Dear colleague,

A Hall measurement on weakly reduced ceria should give a mobility an order of magnitude larger than the drift mobility, with one third of its activation energy. This is the three-site result of Friedman and Holstein (1963), obtained for a triangular lattice. Below I carry it over to the fcc cerium lattice, prefactor included, and put in numbers.

## The problem

An excess electron (charge $q=-e$) is self-trapped as Ce$^{3+}$ and hops between nearest-neighbour cations of CeO$_2$. The model has one orbital per site with the full site symmetry, a transfer matrix element $t=-J$ with $J>0$ on every bond, linear coupling to harmonic lattice modes, dilute carriers, and nonadiabatic hops (lowest order in $J$) with classical lattice motion.

Data:

- cubic lattice constant $a=5.411$ Å (compiled value, Stimac 2024);
- LO and TO frequencies $595$ and $272$ cm$^{-1}$ (compiled values, SRNL-STI-2020-00011), used only to test the approximations;
- hopping energy $E_a=0.40$ eV, a typical value for weakly reduced ceria, taken as an input;
- $J=0.030$ eV, an assumed input, chosen so that the model's drift mobility at 1273 K has the typical size of a few $10^{-3}$ cm$^2$/(V s);
- $B=1$ T, longitudinal field $1$ V/cm, bar width $0.5$ cm.

Find (a) the cost of the two-site and three-site coincidences, (b) the zero-field hop rate and its part odd in $B$, (c) the drift and Hall mobilities at 800, 1000 and 1273 K, (d) the Hall angle and voltage at 1000 K, and (e) the size of the neglected terms.

## (a) Coincidence energies

Give each site a distortion $x_i$ with elastic energy $\tfrac12Kx_i^2$, and let the electron on site $i$ have energy $\epsilon_i=-Ax_i$. The relaxed polaron has $x=A/K$ and total energy $-E_p$, with $E_p=A^2/2K$. For small $J$ the electron moves only when a thermal fluctuation brings electronic levels into coincidence. To align $n$ levels we need $x_1=\dots=x_n=x$. The energy $\tfrac n2Kx^2-Ax$ is least at $x=A/nK$, where it equals $-E_p/n$. Measured from the polaron ground state,

$$E_n=E_p\left(1-\frac1n\right),\qquad E_2=\frac{E_p}{2}\equiv E_a,\qquad E_3=\frac{2E_p}{3}=\frac43E_a .\tag{1}$$

With $E_a=0.40$ eV this gives $E_p=0.80$ eV, $E_3=0.533$ eV and $E_3-E_2=E_a/3=0.133$ eV.

You may object that the distortions around neighbouring Ce ions share oxygens, so that independent site coordinates are a fiction. The factor $4/3$ survives. For any linear coupling, scale the lattice coordinates $\mathbf Q$ so that the energy with the electron on site $i$ is $V_i=\tfrac12|\mathbf Q-\mathbf Q_i|^2$. A threefold axis passes through the centre of each nearest-neighbour cation triangle, so the three minima $\mathbf Q_i$ form an equilateral triangle of some side $D$. The cheapest two-site coincidence is the midpoint of a side, at $D^2/8=E_a$, and the cheapest three-site one is the centre, at $D^2/6=4E_a/3$. In that case $E_p=2E_a$ is an effective parameter and not the full binding energy.

We also need the statistics of the gaps $\Delta_j=V_j-V_1$ while the electron sits on site 1. Writing $\mathbf Q=\mathbf Q_1+\boldsymbol\xi$, each component of $\boldsymbol\xi$ is Gaussian with variance $k_BT$, and $\Delta_j=\tfrac12D^2-\boldsymbol\xi\cdot(\mathbf Q_j-\mathbf Q_1)$. With $D^2=8E_a$ and the $60^\circ$ angle, both gaps have mean $4E_a$, variance $2s$ and covariance $s$, where $s=4E_ak_BT$. The Gaussian densities at zero gap are

$$P_2=\langle\delta(\Delta_2)\rangle=\frac{e^{-E_a/k_BT}}{4\sqrt{\pi E_ak_BT}},\qquad P_3=\langle\delta(\Delta_2)\delta(\Delta_3)\rangle=\frac{e^{-4E_a/3k_BT}}{8\sqrt3\,\pi E_ak_BT}.\tag{2}$$

The second prefactor is $1/(2\pi\sqrt{\det C})$ with $\det C=3s^2$ for the covariance matrix $C$, and the exponents reproduce (1).

## (b) Direct hop and interference

The field enters through Peierls phases, $t_{ij}=-Je^{i\phi_{ij}}$ with $\phi_{ij}=(q/\hbar)\int_j^i\mathbf A\cdot d\mathbf l$. A single hop has $|t_{21}|^2=J^2$, which knows nothing of $B$. A closed loop is needed, and the smallest one comes from adding the path $1\to3\to2$ to the direct amplitude:

$$T_{21}=t_{21}+\frac{t_{23}t_{31}}{-\Delta_3+i0},\qquad W_{1\to2}=\frac{2\pi}{\hbar}\langle|T_{21}|^2\delta(\Delta_2)\rangle .$$

The lattice may be treated as frozen during the event because the levels dephase in a time of order $\hbar/\sqrt{E_ak_BT}$, short against a phonon period. At order $J^2$ we have Holstein's nonadiabatic rate,

$$W_2=\frac{2\pi}{\hbar}J^2P_2=\frac{J^2}{\hbar}\sqrt{\frac{\pi}{4E_ak_BT}}\;e^{-E_a/k_BT}.\tag{3}$$

At order $J^3$ the cross term carries $t_{21}^*t_{23}t_{31}=-J^3e^{-i\theta}$. Here $\theta=(q/\hbar)\,\mathbf B\cdot\tfrac12(\mathbf d_2\times\mathbf d_3)$ is the phase of the loop $1\to2\to3\to1$, and $\mathbf d_j=\mathbf r_j-\mathbf r_1$. Split the denominator as $-\mathrm P(1/\Delta_3)-i\pi\delta(\Delta_3)$. The principal part multiplies $\cos\theta$ and is even in the field. The delta function multiplies $\sin\theta$, since $2\,\mathrm{Re}[(-J^3e^{-i\theta})(-i\pi)]=2\pi J^3\sin\theta$. The odd term therefore requires site 3 to be in resonance as well, which is why the triple coincidence governs the Hall effect:

$$\delta W_{1\to2}=w_3\,\theta,\qquad w_3=\frac{4\pi^2}{\hbar}J^3P_3=\frac{\pi}{2\sqrt3}\,\frac{J^3}{\hbar E_ak_BT}\;e^{-4E_a/3k_BT}.\tag{4}$$

Dividing (4) by (3),

$$\frac{w_3}{W_2}=\sqrt{\frac{\pi}{3}}\,\frac{J}{\sqrt{E_ak_BT}}\;e^{-E_a/3k_BT}.\tag{5}$$

Numbers at 1000 K follow; I keep three or four digits in the arithmetic, and part (e) says how many of them mean anything. We have $k_BT=0.0862$ eV, $E_a/k_BT=4.642$ and $\sqrt{E_ak_BT}=0.1857$ eV. The Boltzmann factors are $9.64\times10^{-3}$ for two sites and $2.05\times10^{-3}$ for three, with ratio $0.2128$. Then $P_2=7.32\times10^{-3}$ eV$^{-1}$, $P_3=1.37\times10^{-3}$ eV$^{-2}$, $W_2=6.29\times10^{10}$ s$^{-1}$, $w_3=2.21\times10^{9}$ s$^{-1}$ per radian, and $w_3/W_2=0.0352$. The hop distance is $d=a/\sqrt2=3.826$ Å and the triangle area is $\sqrt3d^2/4=6.339$ Å$^2$. One tesla normal to the triangle gives $|\theta|=9.63\times10^{-5}$, which justifies $\sin\theta\to\theta$. The field changes the rate by $3.4\times10^{-6}$ of itself per triangle.

## (c) Lattice sums and mobilities

On the fcc lattice each site has 12 neighbours, and each bond has 4 sites adjacent to both its ends. Without an electric field these lie in pairs related by inversion through the bond midpoint, their phases $\theta$ cancel, and no net current flows. An electric field $\mathbf E$ breaks the cancellation. It shifts the site energies by $-q\mathbf E\cdot\mathbf r_i$, and so the means of $\Delta_j$ by $-q\mathbf E\cdot\mathbf d_j$. Expanding the exponents in (2) to first order,

$$P_2\to P_2\left[1+\frac{q\mathbf E\cdot\mathbf d_2}{2k_BT}\right],\qquad P_3\to P_3\left[1+\frac{q\mathbf E\cdot(\mathbf d_2+\mathbf d_3)}{3k_BT}\right].$$

The carrier gains the field energy up to the midpoint of the bond in one case and up to the centroid of the triangle in the other. All sites are equivalent, the occupation stays uniform, and the velocity is $\mathbf v=\sum_2\mathbf d_2W_{1\to2}$.

For the drift, $\tfrac12\sum_2\mathbf d_2(\mathbf d_2\cdot\mathbf E)=2d^2\mathbf E=a^2\mathbf E$, so

$$\mu_d=\frac{ea^2W_2}{k_BT}.\tag{6}$$

For the transverse part,

$$\mathbf v_H=\frac{q^2w_3}{\hbar k_BT}\sum_{2,3}\mathbf d_2\;\frac{\mathbf B\cdot(\mathbf d_2\times\mathbf d_3)}{2}\;\frac{\mathbf E\cdot(\mathbf d_2+\mathbf d_3)}{3},$$

summed over ordered pairs of mutually adjacent neighbours of site 1. These form 24 triangles, six in each of the four $\{111\}$ planes. Join the two orderings of a pair and set $\mathbf u=\mathbf d_2+\mathbf d_3$, $\mathbf g=\mathbf d_2-\mathbf d_3$. The two vectors are perpendicular, with lengths $\sqrt3d$ and $d$, and $\mathbf d_2\times\mathbf d_3=\tfrac12\mathbf g\times\mathbf u$. A triangle in the plane with unit normal $\mathbf n$ contributes

$$\tfrac1{12}\,\mathbf g\,(\mathbf B\cdot\mathbf g\times\mathbf u)(\mathbf E\cdot\mathbf u)=\tfrac14d^4(\mathbf B\cdot\mathbf n)(\hat{\mathbf u}\times\mathbf n)(\mathbf E\cdot\hat{\mathbf u}).$$

The six directions $\hat{\mathbf u}$ give $\sum\hat{\mathbf u}(\hat{\mathbf u}\cdot\mathbf E)=3\mathbf E_\parallel$, with $\mathbf E_\parallel$ the in-plane part of the field, so each plane yields $\tfrac34d^4(\mathbf B\cdot\mathbf n)\,\mathbf E\times\mathbf n$. The four normals obey $\sum\mathbf n(\mathbf n\cdot\mathbf B)=\tfrac43\mathbf B$, and the whole sum is $d^4\,\mathbf E\times\mathbf B$ for any crystal orientation.

I define $\mu_H$ by $\mathbf v=-\mu_d\mathbf E+\mu_d\mu_H\,\mathbf E\times\mathbf B$, so that free electrons with a single relaxation time have $\mu_H=\mu_d>0$. For carrier density $n_c$ the Hall coefficient is then $R_H=-\mu_H/(n_ce\mu_d)$. Using (5), (6) and $a^2=2d^2$,

$$\boxed{\mu_H=\frac{ed^2}{2\hbar}\frac{w_3}{W_2}=\frac{ea^2}{\hbar}\,J\sqrt{\frac{\pi}{48E_ak_BT}}\;e^{-E_a/3k_BT}}\tag{7}$$

A single triangular layer with $\mathbf B$ normal to it has the sums $\tfrac34d^4$ and $\tfrac32d^2$, whose ratio is again $d^2/2$. Written with the hop distance, the fcc and triangular results coincide, with $(ed^2/\hbar)J\sqrt{\pi/12E_ak_BT}$ as prefactor. The ratio of the mobilities is

$$\frac{\mu_H}{\mu_d}=\frac{k_BT}{\sqrt{12}\,J}\;e^{2E_a/3k_BT}.\tag{8}$$

The natural unit is $ea^2/\hbar=4.448$ cm$^2$/(V s). At 1000 K,

$$\mu_H=\tfrac14\times4.448\ \mathrm{cm^2/(V\,s)}\times0.0352=0.039\ \mathrm{cm^2/(V\,s)},$$

$$\mu_d=\frac{29.28\times10^{-16}\,\mathrm{cm^2}\times6.29\times10^{10}\,\mathrm{s^{-1}}}{0.0862\ \mathrm V}=2.1\times10^{-3}\ \mathrm{cm^2/(V\,s)}.$$

| $T$ (K) | $k_BT$ (eV) | $\mu_d$ ($10^{-3}$ cm$^2$/V s) | $\mu_H$ (cm$^2$/V s) | $\mu_H/\mu_d$ |
|---|---|---|---|---|
| 800 | 0.0689 | 0.94 | 0.030 | 32 |
| 1000 | 0.0862 | 2.1 | 0.039 | 18 |
| 1273 | 0.1097 | 4.0 | 0.048 | 12 |

Across the table the model's $\mu_d$ rises by a factor $4.3$ and its $\mu_H$ by only $1.6$. The entry at 1273 K for $\mu_d$ is the one that $J$ was chosen to produce and tests nothing.

To extract the energies, plot $\ln(\mu_dT^{3/2})$ and $\ln(\mu_HT^{1/2})$ against $1/k_BT$; the slopes are $-E_a$ and $-E_a/3$. Raw Arrhenius plots give $E_a-\tfrac32k_BT=0.271$ eV and $E_a/3-\tfrac12k_BT=0.090$ eV at 1000 K, which still stand as three to one. The reason is that one combination is independent of temperature,

$$\frac{\mu_H^3}{\mu_d}=\left(\frac{ea^2}{\hbar}\right)^2\frac{\pi J}{96\sqrt3\,E_a},$$

here $0.028$ cm$^4$/(V s)$^2$. If your data keep this combination constant, it hands you $J/E_a$ at the accuracy of leading order. Equation (7) has its maximum at $k_BT=2E_a/3$, or $3.1\times10^3$ K, so you work on the rising side throughout.

## (d) What the voltmeter sees

At 1000 K and 1 T the Hall angle is $\mu_HB=0.039\times10^{-4}\ \mathrm{m^2/(V\,s)}\times1\ \mathrm T=3.9\times10^{-6}$ rad. A field of 1 V/cm in a bar 0.5 cm wide gives $V_H=2.0$ μV. A reading of $1/e|R_H|$ as the carrier density would fall short of the Ce$^{3+}$ density by the factor 18 of the table. Mobile oxygen vacancies shunt the Hall field; if the electrodes pass ionic current and the ionic Hall current is negligible, the angle is multiplied by the electronic share of the conductivity.

The sign is set by the product $t_{12}t_{23}t_{31}$, which no choice of orbital phases can alter. A negative product, as assumed, gives the ordinary n-type sign, and a positive one reverses $\mu_H$. A real Ce $4f$ orbital has nodes and points in some direction, so its transfer elements differ between bonds in size and sign. Then $J^3$ in (4) becomes an average of the loop product and $J^2$ in (3) an average of $|t|^2$. The model predicts neither the sign nor a possible partial cancellation in ceria. It also omits any field dependence of the $4f$ state itself through its orbital moment.

## (e) Neglected terms at 1000 K

**Quantum lattice motion.** Put all the coupling on one frequency, $\hbar\omega=73.8$ meV for the LO mode, the stiffer of the two and so the more severe test. Define $S=E_p/\hbar\omega=10.84$ and $y=\hbar\omega/2k_BT=0.428$. Written as time integrals, the rates have their saddle points where the imaginary time $\hbar/k_BT$ is shared equally among the $n$ sites. An oscillator displaced for an imaginary time $\tau$ contributes $e^{-SG(\tau)}$ with $G=[\cosh y-\cosh(y-\omega\tau)]/\sinh y$. The exponents become $2S\tanh(y/2)=4.572$ in place of $4.642$, and $3S[\cosh y-\cosh(y/3)]/\sinh y=6.107$ in place of $6.189$. The curvature of $G$ replaces $s$ by $sy/\sinh y$ for two sites and by $sy\cosh(y/3)/\sinh y$ for three, with $W_2\propto s^{-1/2}$ and $w_3\propto s^{-1}$. The net factors are $1.09$ on $\mu_d$ and $1.02$ on $\mu_H$. The classical treatment is safe for the Hall mobility.

**Adiabaticity.** The ratio of (3) to the ceiling $(\omega/2\pi)e^{-E_a/k_BT}$ is $\eta=\pi^{3/2}J^2/(\hbar\omega\sqrt{E_ak_BT})$. It is $0.37$ for the LO mode and $0.80$ for the TO mode ($33.7$ meV). The usual Landau–Zener interpolation takes a transfer probability $p=1-e^{-\eta/2}$ per passage and a transmission $2p/(1+p)$, which tends to $\eta$ when $\eta$ is small. It multiplies $W_2$ by $0.78$ and $0.62$ in the two cases. The system is only moderately nonadiabatic.

**The field-even $J^3$ term.** The principal part dropped in (b) adds to $W_2$ the fraction $2J\langle\mathrm P(1/\Delta_3)\rangle$ per intermediate site, averaged at $\Delta_2=0$. Under that condition $\Delta_3$ is Gaussian with mean $2E_a=0.80$ eV and standard deviation $\sqrt{6E_ak_BT}=0.455$ eV, and the principal-value average is $1.55$ eV$^{-1}$. Four intermediate sites raise $W_2$ by $0.37$ of itself for $t=-J$. The field-odd rate has corrections of relative order $J/E_a$ and $\eta$ too, which I have not computed, so I cannot say how far they cancel in the ratio (5).

**Thermal expansion.** A typical linear coefficient of $1.1\times10^{-5}$ K$^{-1}$ over 700 K raises $a^2$ by $1.5$ per cent, which is negligible here.

The two middle items are each of order 20 to 40 per cent, with opposite signs in $W_2$. The second digit in the table therefore serves only to show the trend, and the magnitude of $\mu_H$ is one-figure information.

The inputs matter more still. If part of the typical 0.40 eV is the binding of Ce$^{3+}$ to oxygen vacancies, that part changes the number of mobile carriers and drops out of the Hall angle. For illustration, $E_a=0.25$ eV with the same $J$ gives $0.088$ cm$^2$/(V s) from (7) at 1000 K, more than twice the tabulated value.

The model's answer at 1000 K is $\mu_H\approx0.04$ cm$^2$/(V s), activated by $0.13$ eV, against $\mu_d\approx2\times10^{-3}$ cm$^2$/(V s), activated by $0.40$ eV. These are numbers of a one-orbital model whose $E_a$ and $J$ were chosen to give typical drift behaviour, and I know no settled Hall mobility of reduced ceria to weigh them against. The part to test is the three-to-one ratio of slopes, which at leading order rests only on equilateral triangles and linear coupling to a harmonic lattice.